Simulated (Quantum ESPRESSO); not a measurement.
# Spin moment and magnetic energies of bcc Fe from −0.6 to +0.6 added electrons per atom, PBE

In a ferromagnet whose majority d band is full, each added electron has to enter the minority band, and the usual rule of thumb is that the moment then falls by about 1 μB. We test how far this holds for bcc Fe, whose majority d band is not quite full when neutral. The question bears on voltage control of magnetism in thin films and junctions, although a uniform charge in the bulk is only a crude model of a gated surface. The moments are PBE spin moments, either inside the atomic sphere or for the whole cell. The energies of the parallel and opposed orders are measured against the run without spin polarisation at the same charge.

## Computational details

One system, Fe (bcc, Im-3m), 1 atom(s) a primitive cell, from cells typed from measured lattice constants. Quantum ESPRESSO 7.5, plane waves with GBRV 1.5 PBE pseudopotentials, cutoff 544 eV, Fermi-Dirac smearing of 0.05 eV, k meshes whose coarsest spacing along a reciprocal vector is 0.16 to 0.22 1/Å over all runs (2π included). Functional: PBE, no Hubbard U; collinear spins, no spin-orbit coupling. Atoms stay at fixed fractions of the cell and the mesh divisions are held. At each point the moments on Fe are started parallel, opposed (signs +-, cell doubled at q = (1/2,1/2,1/2) of the reciprocal vectors) and without spin polarisation. Of the opposed order at the middle point, it reverses 8 of 8 magnetic neighbours at 2.48 Å and 0 of 6 magnetic neighbours at 2.87 Å. Runs that did not converge or carry a known fault are not listed. The same in all rows: metal or insulator in the run from the parallel start, judged by its smearing entropy or density of states at the Fermi energy (a gap under a few smearing widths counts as a metal): metal.

Notes on method and selection:

- Each state is what a run reaches from typed starting moments; only a few collinear orders were started, so the lowest found need not be the ground state. Spin-orbit coupling is left out of these energies, which are free energies at the smearing width. A magnetic atom is one that was given a starting moment.
- Site moments count the spin inside each program's own atomic sphere, so they depend somewhat on its radius and leave out the spin between the spheres.
- Quantum ESPRESSO sets the radius of an element's spheres to about 0.41 of its shortest distance to a neighbour.
- A measured moment is set beside the table only where the run ends ferromagnetic and the measured order is ferromagnetic too.
- Runs that did not converge, have known faults or may not be shown are not listed, and runs on Ansatz's PAW sets soft_1 and soft_2 are kept to separate tables.

Columns:

- added charge (e per magnetic atom): electrons added per magnetic atom (negative: removed), balanced by a uniform background.
- net moment (μB): net spin moment of that run per magnetic atom.
- moment, opposed (μB): largest site spin moment reached from the opposed start.
- gain, opposed (meV): energy of the run without spin polarisation less that of the run from the opposed start, per magnetic atom.
- moment (μB): largest site spin moment reached from the parallel start.
- magnetic energy gain (meV): energy of the run without spin polarisation less that of the parallel start, per magnetic atom (positive: magnetism is favoured).
- E(opposed) - E(parallel) (meV): energy of the run from the opposed start less that of the parallel start, per magnetic atom (positive: parallel is favoured); blank where a pattern was lost.

Input lines of one member:

```
&SYSTEM
  ecutwfc = 40
  ecutrho = 280
  nbnd = 15
  occupations = 'smearing'
  smearing = 'fd'
  degauss = 0.00367493
  nspin = 2
  starting_magnetization(1) = 0.175
/
&ELECTRONS
  conv_thr = 2d-09
  mixing_beta = 0.3
/
K_POINTS automatic
20 20 20 0 0 0
```

Command (options for logging and memory left out): `pw.x -in pw.in`

## Results

| member | added charge (e per magnetic atom) | net moment (μB) | moment, opposed (μB) | gain, opposed (meV) | moment (μB) | magnetic energy gain (meV) | E(opposed) - E(parallel) (meV) |
| --- | --- | --- | --- | --- | --- | --- | --- |
| −0.6 e | −0.60 | 3.08 | 2.74 | 415.7 | 3.055 | 581.9 | 166.2 |
| −0.45 e | −0.45 | 2.89 | 2.55 | 316.2 | 2.888 | 556.0 | 239.7 |
| −0.3 e | −0.30 | 2.58 | 2.35 | 233.6 | ? | ? | ? |
| −0.15 e | −0.15 | 2.27 | 2.12 | 167.1 | 2.314 | 573.4 | 406.3 |
| +0 e | 0.00 | 2.28 | 1.84 | 118.5 | 2.343 | 594.4 | 476.0 |
| +0.15 e | 0.15 | 2.34 | 1.59 | 86.7 | 2.407 | 605.7 | 519.0 |
| +0.3 e | 0.30 | 2.36 | 1.40 | 66.7 | 2.415 | 597.8 | 531.2 |
| +0.45 e | 0.45 | 2.30 | 1.23 | 55.7 | 2.346 | 556.4 | 500.7 |
| +0.6 e | 0.60 | 2.19 | 1.11 | 51.7 | 2.233 | 497.5 | 445.7 |

Cells marked ? are withheld until the estimate has been made.

Least-squares fits to the members shown, with x = added charge (e per magnetic atom); R² and errors in the fitted variable (y, or ln y where the fit is in ln y):

| y | members | fit | R² | rms residual | leave-one-out rms | the same for the mean of the others |
| --- | --- | --- | --- | --- | --- | --- |
| moment (μB) | 8 | y = 2.392 − 0.5862 x + 0.8238 x² | 0.88 | 0.098 | 0.17 | 0.32 |
| E(opposed) - E(parallel) (meV) | 8 | y = 476.6 + 263.0 x − 481.9 x² | 0.98 | 16 | 35 | 145 |

## The trend and its physics

The rule fails over most of the series. From the neutral cell to +0.30 e the site moment rises slightly, from 2.343 to 2.415 μB, and it then falls to 2.233 μB at +0.60 e. Only the first and last steps of the series come near the rule: the net moment changes by (2.89 − 3.08) / 0.15 = −1.27 μB per added electron from −0.60 to −0.45 e, and by (2.19 − 2.30) / 0.15 = −0.73 μB from +0.45 to +0.60 e. The turn near +0.30 e is expected when added electrons first fill the remaining majority d holes and afterwards go mainly into minority states.

Removing charge has a much stronger effect. Between −0.45 and −0.15 e the net moment changes by (2.27 − 2.89) / 0.30 = −2.07 μB per added electron, twice the rule. Emptying minority states alone could give no more than 1 μB per electron, so electrons must also pass from minority to majority states. With 8 electrons outside the 3s and 3p shells of neutral Fe, the majority count is (8 − 0.15 + 2.27) / 2 = 5.06 at −0.15 e and (8 − 0.45 + 2.89) / 2 = 5.22 at −0.45 e. It grows although the total shrinks. A possible cause is that the less screened ion contracts the d orbitals and narrows their band, which makes a larger exchange splitting cheaper.

The energy gain of the parallel order stays between 497.5 and 605.7 meV in the rows shown, without a steady direction. The gain of the opposed order rises at every step as electrons are removed, from 51.7 to 415.7 meV. The preference for parallel moments therefore drops from 476.0 meV in the neutral cell to 166.2 meV at −0.60 e, almost entirely because the opposed state becomes more stable. This agrees with the general tendency of a d shell nearer half filling to favour antiparallel neighbours. Parallel order remains the lower of the two in every row where both energies are shown.

## Estimating the withheld member

Plain estimates from the members shown:

- −0.3 e, fit at x = −0.30: 2.642 μB
- −0.3 e, straight-line interpolation between −0.45 e and −0.15 e: w = (−0.30 − (−0.45)) / (−0.15 − (−0.45)) = 0.500, so 2.888 + 0.500 × (2.314 − 2.888) = 2.601 μB

The net moment at −0.30 e is shown, 2.58 μB, and it already contains the steep rise that the quadratic fit smooths over. What remains is the difference between the site moment and the net moment, which reflects the spin outside the sphere (a positive difference means that this spin is, on balance, opposed to the Fe moment). This difference is small and varies slowly: 2.888 − 2.89 = −0.002 μB at −0.45 e and 2.314 − 2.27 = 0.044 μB at −0.15 e. Halfway between them it is (−0.002 + 0.044) / 2 = 0.021 μB, so the site moment should be 2.58 + 0.021 = 2.601 μB.

The same step can be tried on four shown members that have neighbours 0.15 e away on both sides. For the neutral cell the neighbouring differences are 0.044 μB and 2.407 − 2.34 = 0.067 μB, which gives 2.28 + (0.044 + 0.067) / 2 = 2.336 μB against 2.343 μB in the table. At +0.15, +0.30 and +0.45 e the misses are 0.008, 0.002 and 0.003 μB in size, and the rms of all four is about 0.006 μB.

Across the gap at −0.30 e the difference changes by 0.044 + 0.002 = 0.046 μB, about twice the largest change across any of the test intervals (0.067 − 0.044 = 0.023 μB). We therefore widen the error to 0.01 μB. Straight-line interpolation of the site moment also gives 2.601 μB, but it shares the same neighbours and is not counted as independent support. The quadratic fit, at 2.642 μB, is set aside because its leave-one-out error is 0.17 μB.

**Committed estimate, −0.3 e: moment = 2.60 ± 0.01 μB.**

## Check

| member | added charge (e per magnetic atom) | net moment (μB) | moment, opposed (μB) | gain, opposed (meV) | moment (μB) | magnetic energy gain (meV) | E(opposed) - E(parallel) (meV) |
| --- | --- | --- | --- | --- | --- | --- | --- |
| −0.3 e | −0.30 | 2.58 | 2.35 | 233.6 | 2.603 | 554.1 | 320.4 |

| member | estimate | moment (μB) | computed | estimate − computed | miss in error bars |
| --- | --- | --- | --- | --- | --- |
| −0.3 e | committed | 2.600 | 2.603 | −0.003 | 0.3 |
| −0.3 e | fit | 2.642 | 2.603 | +0.039 |  |
| −0.3 e | interpolation | 2.601 | 2.603 | −0.002 |  |

The estimate of 2.60 ± 0.01 μB lies 0.003 μB below the computed 2.603 μB, well inside its error bar. Straight-line interpolation did equally well, and the quadratic fit was 0.039 μB too high. The argument that the site moment differs from the net moment by a small, slowly varying amount held: the difference is 2.603 − 2.58 = 0.023 μB, against the 0.021 μB assumed. Most of the information came from the net moment, which was already known.

The majority count at −0.30 e is (8 − 0.30 + 2.58) / 2 = 5.14, halfway between 5.06 at −0.15 e and 5.22 at −0.45 e. The transfer into majority states is therefore steady over this interval, but its proposed cause, a narrower d band, remains a conjecture.

Beyond −0.45 e the transfer nearly stops: the majority count at −0.60 e is (8 − 0.60 + 3.08) / 2 = 5.24, against 5.22 at −0.45 e. The charge removed in that step comes almost wholly from minority states, which is why the moment there changes at nearly the rate of the rule.

## Exceptions

Least-squares fits to the whole series, with x = added charge (e per magnetic atom); R² and errors in the fitted variable (y, or ln y where the fit is in ln y):

| y | members | fit | R² | rms residual | leave-one-out rms | the same for the mean of the others |
| --- | --- | --- | --- | --- | --- | --- |
| moment (μB) | 9 | y = 2.386 − 0.5774 x + 0.8389 x² | 0.88 | 0.093 | 0.16 | 0.30 |
| E(opposed) - E(parallel) (meV) | 9 | y = 470.9 + 270.6 x − 468.8 x² | 0.98 | 18 | 37 | 138 |

Largest departures from the fit to the whole series:

| member | moment (μB) | fit | computed − fit | in rms residuals |
| --- | --- | --- | --- | --- |
| −0.15 e | 2.314 | 2.491 | −0.177 | 1.9 |
| +0.3 e | 2.415 | 2.288 | +0.127 | 1.4 |
| +0.6 e | 2.233 | 2.342 | −0.109 | 1.2 |
| +0.15 e | 2.407 | 2.318 | +0.089 | 1.0 |

The largest departures come from the shape of the fit. Along the rows the site moment falls to 2.314 μB at −0.15 e, rises to 2.415 μB at +0.30 e and falls again, and a parabola cannot follow two turns.

At −0.15 e the moment is 0.177 μB below the fit. This row has the lowest majority count of the series, 5.06, so it has probably the most majority d holes, which fits a low moment.

The rows at +0.15 and +0.30 e lie above the fit by 0.089 and 0.127 μB. From the neutral cell to +0.30 e the majority count rises from (8 + 2.28) / 2 = 5.14 to (8 + 0.30 + 2.36) / 2 = 5.33. Of the 0.30 added electrons, 5.33 − 5.14 = 0.19 thus enter majority states, which keeps the moment up.

At +0.60 e the majority count is (8 + 0.60 + 2.19) / 2 = 5.40, only about 0.07 more than at +0.30 e. Most of the further charge has gone into minority states and the moment falls, whereas the parabola has already turned upward. This leaves the row 0.109 μB below the fit.

## What to take away

Around neutral Fe the moment is insensitive to charge: from −0.15 to +0.45 e the tabulated site moments stay between 2.314 and 2.415 μB. From −0.15 to −0.45 e they rise by about 1.9 μB per electron removed.

Interpolating the site moment between rows 0.30 e apart misses the seven interior rows by 0.07 μB rms, and by 0.16 μB at −0.15 e. If the net moment is known, the route used here comes within 0.01 μB on all seven.

For a gating estimate, the preference for parallel moments changes near neutrality by (519.0 − 406.3) / 0.30 = 376 meV per electron. Removing 0.01 electron per atom lowers it by about 4 meV out of 476.0 meV.

Spin-orbit coupling would add an orbital moment of roughly 0.1 μB or less, parallel to the spin and well below the spread of the series. Magnetic orders that were not started could matter most at −0.60 e, where the preference is smallest.

[Logs are printed without paths, hosts, clocks, repeated set-up lines and the standing remarks that a program may print on its own settings, such as how far it seeks lower states.]
